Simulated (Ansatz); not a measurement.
# A series in volume scale on IrRu

Free energy against uniform scaling of the volume at fixed shape and fractions; periodic cell, basis, potentials, k mesh and filling as listed. The results are calculated, by Ansatz 0.2.0.

The cell before it is scaled or strained (space group R-3m, No. 166):
```
CELL_PARAMETERS angstrom
1.34810 0.77840 4.42580
-1.34810 0.77840 4.42580
0.00000 -1.55670 4.42580
ATOMIC_POSITIONS crystal
Ru 0.50000 0.50000 0.50000
Ir 0.00000 0.00000 0.00000
```

Settings of every row: functional LDA; dispersion none; accuracy low; potentials PAW; wave cutoff 420 eV; density cutoff 1680 eV; k mesh 12x12x12; k shift 0x0x0; occupations cold; smearing width 0.1 eV; spin none.

Limits: coarse k mesh, up to 40 meV an atom off; loose SCF threshold; no spin-orbit coupling, which can matter with elements this heavy; the cell comes from a prototype or a list of computed structures and needn't be the stable phase.

```
row  volume scale  V (Å³/atom)  energy above lowest point (meV/atom)
  1          0.92       12.818                                     ?
  2        0.9467        13.19                                   6.9
  3        0.9733        13.56                                     0
  4             1       13.932                                    17
  5        1.0267       14.304                                  54.1
  6        1.0533       14.675                                 108.4
  7          1.08       15.047                                 177.2
```

Question: what energy above lowest point should row 1 give?

Worked fit of energy above lowest point. Take u = (V_r/V)^(2/3) − 1 with V_r = 14.118 Å³ an atom, which is twice the finite (Eulerian) strain; such expansions in the strain, on which the Birch-Murnaghan equation of state is built, carry the rest volume and the bulk modulus. The shown rows have u = 0.04637, 0.02725, 0.00888, -0.00869, -0.02547, -0.0416. Least squares give energy above lowest point = 33.23 − 2125.2 × u + 32810 × u² + 16724 × u³ meV/atom; a parabola predicts inner rows, each left out in turn, worse (root mean square 0.46 against 0.085 meV/atom). The rows lie off it by 0.0, 0.0, 0.0, -0.1, 0.0, 0.0. Its lowest point lies at u = 0.0316, or V = 13.47 Å³ an atom, and the curvature there gives the bulk modulus at fixed shape and fractions, B = (4/9)(1 + u)² E″(u)/V = 387 GPa. Letting shape and atoms relax would as a rule lower it, by much in layered, chain or molecular crystals. The withheld row has u = 0.06652, so the fit gives 33.23 − 2125.2 × (0.06652) + 32810 × (0.06652)² + 16724 × (0.06652)³ = 42.0 meV/atom.

The calculation gave 41.7 meV/atom. The fit lies 0.3 meV/atom (0.17 % of the column's range) above it; its largest miss of a shown row is 0.1 meV/atom. This row lies beyond the range of the fit.
